**Screening of the 1s orbital in Li+ to Ne+, read from energy and from radius**

The table holds the 1s1/2 eigenvalue, <r> and <r²> of the singly charged second-period ions from four-component Dirac-Coulomb Hartree-Fock, averaged over the configuration, at the radial basis limit. The program inverts energy and radius with Dirac hydrogenic formulas and models the eigenvalue as a two-electron core, with one constant set on Li+, plus a shift from the n = 2 electrons. That shift is compared with 1s–2s integrals and <1/r> values of the same runs, with Slater's rules and with a fitted straight line. The output shows the energy screening rising from 0.64 to 1.80 while the radius screening rises only from 0.38 to 0.48, and the Slater estimate within 1.6 % of the eigenvalue, whereas one constant screening misses by up to 2.6 hartree. It also shows the change of step in the radius screening between B+ and C+, for which a single-exponent 2p estimate gives the order of magnitude only.

Singly charged ions Li+ to Ne+, computed with the B-spline radial atomic code, version 1, using all-electron four-component Dirac-Coulomb Hartree-Fock at the radial basis-set limit. Each ion is spherical and averaged over its nl configuration, with a Fermi model of the nuclear charge.

## Numerical check

```python
# Table: 1s1/2 eigenvalue, <r>, <r^2> of Li+..Ne+, B-spline atomic code, Dirac-Coulomb Hartree-Fock,
# configuration average. Tested: screening from energy vs radius; eps = two-electron core + outer shift.
T = {
    'ion': ['Li+', 'Be+', 'B+', 'C+', 'N+', 'O+', 'F+', 'Ne+'],
    'Z': [3, 4, 5, 6, 7, 8, 9, 10],
    'N': [2, 3, 4, 5, 6, 7, 8, 9],
    'configuration': ['1s2', '[He] 2s1', '[He] 2s2', '[He] 2s2 2p1', '[He] 2s2 2p2', '[He] 2s2 2p3', '[He] 2s2 2p4', '[He] 2s2 2p5'],
    'energy': [-2.79264, -5.13925, -8.1882, -11.9034, -16.3062, -21.3984, -27.1816, -33.6572],  # hartree
    'mean_radius': [0.57229, 0.41489, 0.32514, 0.26795, 0.22789, 0.19825, 0.17543, 0.15731],  # bohr
    'mean_r_squared': [0.44522, 0.23293, 0.14259, 0.096782, 0.069985, 0.052956, 0.041461, 0.033338],  # bohr²
}
import numpy as np
from scipy.constants import alpha as al, physical_constants as pc
from scipy.integrate import quad
from scipy.special import gammainc, gamma
eV = pc['Hartree energy in eV'][0]
ion = T['ion']; Z = np.array(T['Z'], float); n = np.array(T['N'], float) - 2
e, r, r2 = (np.array(T[k], float) for k in ('energy', 'mean_radius', 'mean_r_squared'))
g = np.sqrt(1 - (al*Z)**2)
sE = Z - np.sqrt(1 - (1 + e*al**2)**2)/al      # Dirac hydrogenic inversion of the energy
sR = Z - (g + 0.5)/r; sRn = Z - 1.5/r
sh = r2/r**2; ex = sh - (2*g + 2)/(2*g + 1)
print('ion sigma_E sigma_r(Dirac) sigma_r(nonrel) floor <r2>/<r>^2 excess excess*(Z-sigma_r)')
for i in range(len(Z)):
    print(f'{ion[i]:4s}{sE[i]:7.4f}{sR[i]:8.4f}{sRn[i]:8.4f}{1.5*5e-6/r[i]**2:8.4f}{sh[i]:8.4f}{ex[i]:8.4f}{ex[i]*(Z[i]-sR[i]):7.3f}')
print('rounding floor of shape ratio about', np.round(sh.max()*(1e-5/r.min() + 5e-6/r2[2]), 4))
print('steps sigma_E', np.round(np.diff(sE), 3)); print('steps sigma_r', np.round(np.diff(sR), 4))
print(f'total rise: sigma_E {sE[-1]-sE[0]:.3f}, sigma_r {sR[-1]-sR[0]:.3f}; Ne+/Li+ eps ratio {e[-1]/e[0]:.2f}, <r> Li+/Ne+ {r[0]/r[-1]:.2f}')
print('2nd differences of eps, centred Be+..F+ [Eh]', np.round(np.diff(e, 2), 4), 'floor 2e-4')
def F0(z, y):   # 1s-1s repulsion of Dirac hydrogenic density
    a = 2*y + 1
    return 4*z*quad(lambda x: x**(a-2)*np.exp(-x)/gamma(a)*gammainc(a, x), 0, 60)[0]
F = np.array([F0(z, y) for z, y in zip(Z, g)]); ED = (g - 1)/al**2
c = e[0] - ED[0] - F[0]; core = ED + F + c; S = e - core
print(f'c from Li+ = {c:.4f} Eh; single-exponent theory -1.5*(5/16)^2 = {-1.5*(5/16)**2:.4f}')
print('relativistic part of core [Eh]', np.round(ED + F + Z**2/2 - 5*Z/8, 4))
Zs = Z - 1.7 - 0.35*(n - 1); Ss = n*Zs/4        # Slater rules for n=2 electrons, <1/r> = Zeff/4
b, a = np.polyfit(Z[1:], S[1:]/n[1:], 1); Sl = n*(a + b*Z)
ss = np.linspace(0, 2.5, 2501); s0 = ss[np.argmin([np.sum((e + (Z - s)**2/2)**2) for s in ss])]
print(f'S/n = a + bZ: a {a:.4f} Eh, b {b:.4f} Eh (Slater slope {0.65/4:.4f}); curvature -1+2b = {-1+2*b:.3f}')
print(f'rival: one constant screening, sigma = {s0:.3f}; residuals are model - table')
print('ion core S S/n Slater S/Slater err_eps_Slater% res_linear res_constsigma [Eh]')
for i in range(len(Z)):
    m = max(n[i], 1); q = S[i]/Ss[i] if n[i] else np.nan
    print(f'{ion[i]:4s}{core[i]:9.4f}{S[i]:8.4f}{S[i]/m:7.4f}{Ss[i]:8.3f}{q:7.3f}{100*(Ss[i]-S[i])/-e[i]:6.2f}{Sl[i]-S[i]:8.4f}{-(Z[i]-s0)**2/2-e[i]:8.3f}')
print('steps of S/n, Be+..Ne+ [Eh]', np.round(np.diff(S[1:]/n[1:]), 4))
print(f'rival: 1s expansion alone moves eps(Ne+) by {-5/16*(sR[-1]-sR[0]):.3f} Eh against S = {S[-1]:.2f} Eh')
# typed from further outputs of the same runs: F0, G0(1s,2s) in eV; <1/r> in 1/bohr; Li+ electron-nucleus energy
JK = {1: (14.92801, 0.9687492), 2: (19.12653, 1.256788)}
dev = []
for i, (J, K) in JK.items():
    p = n[i]*(J - K/2)/eV; dev.append(S[i] - p)
    print(f'{ion[i]}: n*F0 {n[i]*J/eV:.4f}, -n*G0/2 {-n[i]*K/2/eV:.4f}, sum {p:.4f}, S - sum {S[i]-p:.4f} Eh')
bound = {1: 0.6076323, 4: 2*1.143514 + 2*(1.049646 + 2*1.048663)/3,
         6: 2*1.507564 + 4*(1.376796 + 2*1.374141)/3}
for i, u in bound.items():
    print(f'{ion[i]}: sum n<1/r> {u:.4f} Eh, S/sum {S[i]/u:.3f}')
ir = {0: 16.12793/6, 1: 3.683874, 4: 6.6652, 6: 8.650489}
sI = {i: Z[i] - g[i]*u for i, u in ir.items()}
print('sigma from <1/r>(1s):', ', '.join(f'{ion[i]} {s:.4f}' for i, s in sI.items()), '; 5/16 = 0.3125')
print(f'N+ to F+ per 2p electron: from <1/r> {(sI[6]-sI[4])/2:.4f}, from <r> {(sR[6]-sR[4])/2:.4f}')
print(f'Li+ tail exponent sqrt(-2eps) {np.sqrt(-2*e[0]):.3f}, charge from <r> {Z[0]-sR[0]:.3f}, from <1/r> {Z[0]-sI[0]:.3f}')
for i in (4, 6):   # crude single-exponent 1s and 2p: d(F0 - G1/6)/dzeta per 2p electron
    z = Z[i] - 5/16; A = Zs[i]; s = A + 2*z; k = z + A/2
    dF = A**5*(1/s**5 + 10*z/s**6); G1 = 5.25*4*z**3*A**5/24/k**7
    print(f'{ion[i]} crude 2p screening: direct {dF:.3f} + exchange {-G1/6*(3/z-7/k):.3f} (order of magnitude)')
st = np.diff(sR)
assert np.all(np.diff(sE) > 0.1) and np.all(sE > sR) and np.all(st < 0.03)
assert st[2:].min() > 2*st[:2].max() > 0
assert max(abs(d) for d in dev) < 0.01
assert all(0.8 < S[i]/u < 1 for i, u in bound.items())
```

Running it gives:

```
ion sigma_E sigma_r(Dirac) sigma_r(nonrel) floor <r2>/<r>^2 excess excess*(Z-sigma_r)
Li+  0.6368  0.3794  0.3790  0.0000  1.3594  0.0260  0.068
Be+  0.7942  0.3856  0.3846  0.0000  1.3532  0.0198  0.071
B+   0.9537  0.3887  0.3866  0.0001  1.3488  0.0153  0.071
C+   1.1216  0.4055  0.4019  0.0001  1.3480  0.0144  0.081
N+   1.2905  0.4236  0.4179  0.0001  1.3476  0.0140  0.092
O+   1.4599  0.4424  0.4338  0.0002  1.3474  0.0137  0.103
F+   1.6295  0.4619  0.4496  0.0002  1.3472  0.0134  0.114
Ne+  1.7991  0.4816  0.4647  0.0003  1.3472  0.0133  0.126
rounding floor of shape ratio about 0.0001
steps sigma_E [0.157 0.159 0.168 0.169 0.169 0.17  0.17 ]
steps sigma_r [0.0062 0.003  0.0169 0.0181 0.0188 0.0195 0.0197]
total rise: sigma_E 1.162, sigma_r 0.102; Ne+/Li+ eps ratio 12.05, <r> Li+/Ne+ 3.64
2nd differences of eps, centred Be+..F+ [Eh] [-0.7023 -0.6662 -0.6876 -0.6894 -0.691  -0.6924] floor 2e-4
c from Li+ = -0.1674 Eh; single-exponent theory -1.5*(5/16)^2 = -0.1465
relativistic part of core [Eh] [-0.0002 -0.0009 -0.0026 -0.006  -0.0118 -0.021  -0.0348 -0.0544]
S/n = a + bZ: a -0.1074 Eh, b 0.1581 Eh (Slater slope 0.1625); curvature -1+2b = -0.684
rival: one constant screening, sigma = 1.487; residuals are model - table
ion core S S/n Slater S/Slater err_eps_Slater% res_linear res_constsigma [Eh]
Li+   -2.7926  0.0000 0.0000   0.000    nan  0.00  0.0000   1.648
Be+   -5.6684  0.5291 0.5291   0.575  0.920  0.89 -0.0041   1.982
B+    -9.5451  1.3569 0.6784   1.475  0.920  1.44  0.0092   2.018
C+   -14.4234  2.5200 0.8400   2.700  0.933  1.51  0.0034   1.720
N+   -20.3042  3.9980 0.9995   4.250  0.941  1.55 -0.0012   1.110
O+   -27.1885  5.7901 1.1580   6.125  0.945  1.57 -0.0036   0.189
F+   -35.0772  7.8956 1.3159   8.325  0.948  1.58 -0.0034  -1.041
Ne+  -43.9719 10.3147 1.4735  10.850  0.951  1.59 -0.0004  -2.578
steps of S/n, Be+..Ne+ [Eh] [0.1493 0.1616 0.1595 0.1585 0.1579 0.1576]
rival: 1s expansion alone moves eps(Ne+) by -0.032 Eh against S = 10.31 Eh
Be+: n*F0 0.5486, -n*G0/2 -0.0178, sum 0.5308, S - sum -0.0017 Eh
B+: n*F0 1.4058, -n*G0/2 -0.0462, sum 1.3596, S - sum -0.0027 Eh
Be+: sum n<1/r> 0.6076 Eh, S/sum 0.871
N+: sum n<1/r> 4.3850 Eh, S/sum 0.912
F+: sum n<1/r> 8.5152 Eh, S/sum 0.927
sigma from <1/r>(1s): Li+ 0.3127, Be+ 0.3177, N+ 0.3435, F+ 0.3682 ; 5/16 = 0.3125
N+ to F+ per 2p electron: from <1/r> 0.0123, from <r> 0.0191
Li+ tail exponent sqrt(-2eps) 2.363, charge from <r> 2.621, from <1/r> 2.687
N+ crude 2p screening: direct 0.004 + exchange 0.005 (order of magnitude)
F+ crude 2p screening: direct 0.004 + exchange 0.005 (order of magnitude)
```
